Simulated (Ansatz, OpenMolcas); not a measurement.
## CF2 (SMILES F[C]F): the electronic atomisation energy, rung by rung

The species is CF2 (3 atoms), meant as a singlet with charge 0. SMILES: `F[C]F`. The coordinates come from a PBE0-D4/def2-TZVP relaxation.

```tsv
atom	x (Å)	y (Å)	z (Å)
F	0.3163	0.9714	0.2816
C	0.3823	-0.3185	0.1752
F	-0.6986	-0.6529	-0.4567
```

Quantity: the electronic atomisation energy, in eV. The values are calculated. Electronic energies at fixed atoms, without zero-point motion or spin-orbit coupling.

```csv
level,kind,program,value (eV),less CCSD(T)/def2-TZVPP,CPU time (all runs)
HF/def2-TZVPP,Hartree–Fock,Ansatz,6.87,-3.95,0.72 s
BLYP/def2-TZVPP,GGA,Ansatz,11.45,+0.63,2 s
revPBE/def2-TZVPP,GGA,Ansatz,11.36,+0.54,1.6 s
M06-L/def2-TZVPP,meta-GGA,OpenMolcas,11.19,+0.37,1.7 min
r2SCAN/def2-TZVPP,meta-GGA,OpenMolcas,11.24,+0.42,1.7 min
M06-2X/def2-TZVPP,hybrid meta-GGA,OpenMolcas,11.25,+0.43,50 s
PBE-QIDH/def2-TZVPP,double hybrid,Ansatz,10.97,+0.15,2 s
RPA@PBE0/def2-TZVPP,RPA,Ansatz,10.29,-0.53,2.4 s
MP2/def2-TZVPP,perturbation theory,Ansatz,11.42,+0.60,0.91 s
CCSD(T)/def2-TZVPP,coupled cluster or CI,Ansatz,10.82,0.00,3.7 s
```

CCSD(T)/def2-TZVPP is the highest level here, not the true value. The values span 6.87 to 11.45 eV. Times are those of the runs behind each value, whatever else they computed, on shared processors of several kinds: orders of magnitude only.

Hartree–Fock recovers only 6.87 of the 10.82 eV found with CCSD(T), so electron correlation supplies a large share of the binding in CF2. Forming two C–F bonds from open-shell atoms creates new electron pairs, and the fluorine lone pairs, which donate into the formally empty carbon p orbital, add further correlation that the separated atoms lack. MP2 overshoots by 0.60 eV, as low-order perturbation theory often does where lone pairs and polar π bonding meet. RPA errs the other way, probably because its short-range correlation errors cancel incompletely between molecule and atoms.

All the density functionals lie above CCSD(T), but this is not purely overbinding. Correlated wavefunction energies converge slowly with basis size, and a triple-zeta set normally leaves the coupled-cluster atomisation energy too low, whereas semilocal and hybrid functionals are less affected. Part of the +0.37 eV for M06-L or +0.43 eV for M06-2X therefore probably reflects the reference, and the order of the closely spaced functionals does not establish their relative accuracy.
